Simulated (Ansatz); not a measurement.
## Ag (P6_3/mmc), a film clamped to a substrate

The calculation used DFT r2SCAN, scalar-relativistic, plane waves, PAW (Ansatz 0.2.0). Cutoff 500 eV, Γ-centred 18×18×6 k-points, Gaussian smearing of 0.15 eV. No spin polarisation. Energies are free energies at this smearing, counted from the undisturbed cell; pressure is positive in compression.

The undisturbed cell (relaxed at this level; with this scan's settings it stands at 0.1 GPa; this form isn't the usual structure):

```
CELL_PARAMETERS angstrom
2.90521 0.00000 0.00000
-1.45260 2.51598 0.00000
0.00000 0.00000 9.46699
ATOMIC_POSITIONS crystal
Ag 0.33333 0.66667 0.25000
Ag 0.66667 0.33333 0.75000
Ag 0.00000 0.00000 0.00000
Ag 0.00000 0.00000 0.50000
```

The cell (4 atoms, V0 = 69.20 Å³) is strained by p along both x and y and by q along z, fractional coordinates fixed. τp = (1/V0) ∂E/∂p = (σxx + σyy)(1 + p)(1 + q) and τq = (1/V0) ∂E/∂q = σzz(1 + p)², with tension positive.

```
     p q  ΔE (meV/atom)  τp (GPa)  τq (GPa)
 0.000   0.000           0.00      0.06     -0.22
-0.015   0.000           5.99     -7.71     -2.48
 0.015   0.000           5.45      6.49      1.84
 0.000  -0.015           2.46     -2.23     -2.88
 0.000   0.015           1.55      2.13      2.08
```

Q: Get the second derivatives of the energy density.

A: Central differences give A = ∂τp/∂p = 474 GPa (C11 + C22 + 2 C12), C = ∂τq/∂q = 165 GPa (C33) and the cross term B = ∂τq/∂p = 144 GPa (C13 + C23); ∂τp/∂q = 145 GPa must equal B, and any difference shows higher-order terms. The ions are clamped.

Q: A film of this crystal grows with z along the normal on a substrate that imposes p. How does its thickness respond, and what does the misfit cost?

A: Count p and q from the stress-free cell. A free surface needs τq = 0, so q = −(B/C) p = -0.87 p. The energy density left is (A − B²/C) p²/2 = M p², with the biaxial modulus M = 174 GPa; a misfit of 1 % costs 1.88 meV/atom, against 2.56 meV/atom if the thickness were held.

In a metal these slopes depend on the k mesh and the smearing.

Cost: 25 runs of about 9.3 core-minutes in all, on Oxide Virtual Turin-like Processor (Zen 5) (shared hosts).

Holding the misfit film at fixed thickness costs more than letting it relax, because in-plane stretching also loads the inclined bonds between close-packed layers, and contraction along the normal partly relieves them. The contraction of 0.87 p falls well short of conserving volume, so a stretched film ends up less dense. Silver's delocalised s electrons and filled d shell resist a change of density more than a change of shape, which accounts for the sizeable cross term B. That A exceeds C doesn't make the layers stiffer in-plane, since A collects the response of two strained axes and their coupling.

Clamping the ions costs nothing here: these strains keep the hexagonal symmetry, and every atom sits on a site without a free coordinate. In-plane compression costs more than equal tension, as expected from steepening repulsion, whereas much of the energy asymmetry along z comes from the residual stress of the starting cell. The moduli describe a coherent, bulk-like film; in one only a few layers thick, surface stress could shift both the equilibrium thickness and the misfit energy.
